In these six tin molecules B3LYP-D4 underbinds most where tin carries nitrogen or oxygen. For each tin–hydrogen bond that gives way to a tin–nitrogen or tin–oxygen bond, the atomization energy falls a further 2.5 to 4 kcal/mol short of a CCSD(T) estimate for the basis-set limit. In the two molecules with two such bonds the shortfall is 7.9 and 9.5 kcal/mol, about one per cent of the whole.

Ansatz 0.2.0 calculations on gas-phase tin molecules at PBE0-D4/def2-TZVP geometries, comparing B3LYP-D4/def2-TZVPP with a frozen-core CCSD(T) estimate for the basis-set limit, with def2 core potentials on tin. In this estimate the Hartree–Fock energy and the MP2 correlation are extrapolated from def2-TZVPP and def2-QZVPP, and the difference between CCSD(T) and MP2 is added from def2-TZVPP alone. Atomization energies are electronic, without zero-point energy. Each molecule has one Sn–C bond, and a multiple bond counts as one.

```csv
SMILES,formula,heavy atoms,bonds H-N,bonds Sn-H,bonds H-C,point group,bonds,CCSD(T) atomization energy (kcal/mol),B3LYP-D4 less CCSD(T) (kcal/mol),T1 diagnostic
N[C](=O)[SnH3],CH5NOSn,4,2,3,0,Cs,8,711.4,0.43,0.016
[CH3][SnH]([NH2])[OH],CH7NOSn,4,2,1,3,C1,10,876.8,-9.50,0.012
[NH2][SnH]([OH])[CH]=O,CH5NO2Sn,5,2,1,1,C1,9,827.7,-7.92,0.015
CO[C](=N)[SnH3],C2H7NOSn,5,1,3,3,Cs,11,982.1,-0.58,0.014
C[O][SnH2][CH]=N,C2H7NOSn,5,1,2,4,Cs,11,988.4,-3.09,0.014
N=C(O)[CH2][SnH3],C2H7NOSn,5,1,3,2,C1,11,1003.8,-2.62,0.013
```

The atomization energy is that of the free atoms minus that of the molecule, so a negative error means that the functional binds too weakly. Tin has four bonds in every row, one of them to carbon. The number of Sn–N and Sn–O bonds is therefore three minus the entry under "bonds Sn-H". Where it is zero, the errors average −0.9 kcal/mol; where it is two, they average −8.7.

**One group moved from carbon to tin.** The clearest comparison is between two isomers, `CO[C](=N)[SnH3]` and `C[O][SnH2][CH]=N`. In the first the methoxy group sits on carbon; in the second it has changed places with a hydrogen of tin. Both fall into the same free atoms, so any error of the functional in the atoms cancels from the difference. The move makes the B3LYP-D4 error 2.5 kcal/mol more negative. For the one conformer computed of each, which need not be the lowest, the CCSD(T) estimate puts the second isomer lower by $988.4-982.1=6.3$ kcal/mol, and B3LYP-D4 keeps only $6.3-2.5=3.8$ of this.

The step belongs to the whole exchange: Sn–H and C–O bonds go, Sn–O and C–H bonds come, and the conjugation of oxygen with the C=N bond is lost. Still, its direction agrees with the rest of the table, where both molecules with two Sn–N/O bonds lie below all the others.

**Why such bonds are hard for B3LYP.** Oxygen and nitrogen draw electrons away from tin. The Mulliken charge on tin, a rough measure that depends on the basis set, agrees with this, rising from 0.5–0.7 without such neighbours to about 1.0 with two of them. B3LYP is known to underbind similar centres, such as silicon in SiF₄ and SiCl₄. A plausible reason is that electron pairs crowd around the central atom and avoid one another in ways that the functional describes only in part. This correlation stabilizes the molecule but is absent in the separated atoms, so losing some of it makes the atomization energy too small. It cannot be the whole reason, though. Hartree–Fock theory, which leaves correlation out, already puts the isomer with methoxy on tin 4.5 kcal/mol below the other, more than the 3.8 of B3LYP-D4. The exchange part of the functional or its finite basis set probably contributes as well. The D4 term does not explain the step between the two isomers: its part of the atomization energy changes by only 0.1 kcal/mol.

Part of the shortfall may come from the basis set. The functional was run in a triple-zeta basis, while the reference estimates the basis-set limit: its Hartree–Fock and MP2 parts are extrapolated, and only the step from MP2 to CCSD(T) rests on triple zeta alone. Polar bonds need flexible functions to describe their distorted electron clouds, so a finite basis probably weakens them further.

**The irregular row.** `N=C(O)[CH2][SnH3]` has no Sn–N or Sn–O bond, yet its error of −2.6 kcal/mol nearly equals that of the molecule with one. Compared with its isomer `CO[C](=N)[SnH3]` it lies 2.0 lower, although tin has three hydrogens and one carbon in both. The extra error must therefore come from other changes. A C–O and a C–H bond have been replaced by an O–H and a C–C bond, and tin now sits on a saturated carbon.

**The steps added up.** The two worst molecules each have two Sn–N/O bonds and one O–H bond. If the extra error of the irregular row is assigned to its O–H bond, the isomers alone give an estimate for both:

$$-0.58+2(-2.51)+(-2.04)=-7.6\ \text{kcal/mol}.$$

The computed errors are −7.9 for `[NH2][SnH]([OH])[CH]=O` and −9.5 for `[CH3][SnH]([NH2])[OH]`. The errors of these two molecules did not enter the sum, which is close for the first and falls 1.9 short for the second. The assignment to O–H was made with the whole table in view, however, and both molecules have other formulas than the isomers, so errors in the atoms no longer cancel.

That second molecule has tin on a saturated carbon, as the irregular row does, and this suggests another assignment of the extra error. Least-squares fits to all six rows do not decide between the two. With the Sn–N/O count alone the typical miss is 1.2 kcal/mol; adding either the O–H count or the saturated carbon brings it down to about 0.5. Three constants for six molecules make a summary rather than a test. The new C–C bond is a third candidate, since B3LYP is known to underbind carbon chains more and more as they grow. No other row has a C–C bond, so the table cannot test this, and the cause of the irregular row stays open. The printed output below gives the fits in full.

**How firm the pattern is.** The reference correlates the outer core of tin without functions made for it, which may shift it by up to about 1 kcal/mol per tin bond, or nearly 4 for the four bonds together. Its step from MP2 to CCSD(T), taken from triple zeta without extrapolation, adds a basis-set error that these runs do not measure. The signs and the order of the smallest errors are therefore insecure. The isomer steps of 2.5 and 2.0 kcal/mol also lie within this allowance, and are safe only so far as the shift and the triple-zeta error are alike in the isomers. The gap between no Sn–N/O bonds and two is $8.7-0.9=7.8$ kcal/mol, twice that allowance, though the allowance leaves out the triple-zeta error. The pattern to keep is thus the count of electronegative neighbours on tin, with a second, smaller contribution from the rest of the molecule. Each such neighbour replaces a hydrogen here, so the table cannot separate the effect of the gained bond from that of the lost Sn–H bond.

Printed output of the fit:

```
fit of err_b3lyp_d4 on 6 rows: constant -0.6852 +/- 0.81, coefficient of nX -3.834 +/- 0.66; rms 1.19, worst N=C(O)[CH2][SnH3] 1.93, leave-one-out rms 1.75
fit of err_b3lyp_d4 on 6 rows: constant -0.067 +/- 0.46, coefficient of nX -3.039 +/- 0.42, coefficient of nOH -2.561 +/- 0.75; rms 0.541, worst [CH3][SnH]([NH2])[OH] 0.794, leave-one-out rms 0.972
fit of err_b3lyp_d4 on 6 rows: constant -0.03632 +/- 0.4, coefficient of nX -3.672 +/- 0.3, coefficient of nSat -2.352 +/- 0.57; rms 0.464, worst C[O][SnH2][CH]=N -0.618, leave-one-out rms 0.905
Counts and errors (kcal/mol):
                     row  Sn-N/O bonds  O-H bonds  Sn charge (e)  error  from Sn-N/O alone  from Sn-N/O and O-H
          N[C](=O)[SnH3]             0          0         0.5276   0.43            -0.6852               -0.067
   [CH3][SnH]([NH2])[OH]             2          1          1.076   -9.5             -8.353               -8.706
  [NH2][SnH]([OH])[CH]=O             2          1         0.9862  -7.92             -8.353               -8.706
         CO[C](=N)[SnH3]             0          0         0.6884  -0.58            -0.6852               -0.067
        C[O][SnH2][CH]=N             1          0         0.8482  -3.09             -4.519               -3.106
       N=C(O)[CH2][SnH3]             0          1         0.6201  -2.62            -0.6852               -2.628
Mean error without Sn-N/O bonds (kcal/mol): -0.9233
Mean error with two Sn-N/O bonds (kcal/mol): -8.71
Isomer step, methoxy moved from carbon to tin (kcal/mol): -2.51
Isomer step to the irregular row (kcal/mol): -2.04
Error expected for two Sn-N/O and one O-H from isomer steps alone (kcal/mol): -7.64
Expected less computed, methyl row (kcal/mol): 1.86
Expected less computed, formyl row (kcal/mol): 0.28
Error of methyl row less formyl row (kcal/mol): -1.58
D4 part of atomization energy, change in methoxy step (kcal/mol): -0.1381
D4 part of atomization energy, change to irregular row (kcal/mol): 0.4172
Reference allowance for four tin bonds at 4 kJ/mol each (kcal/mol): 3.824
```
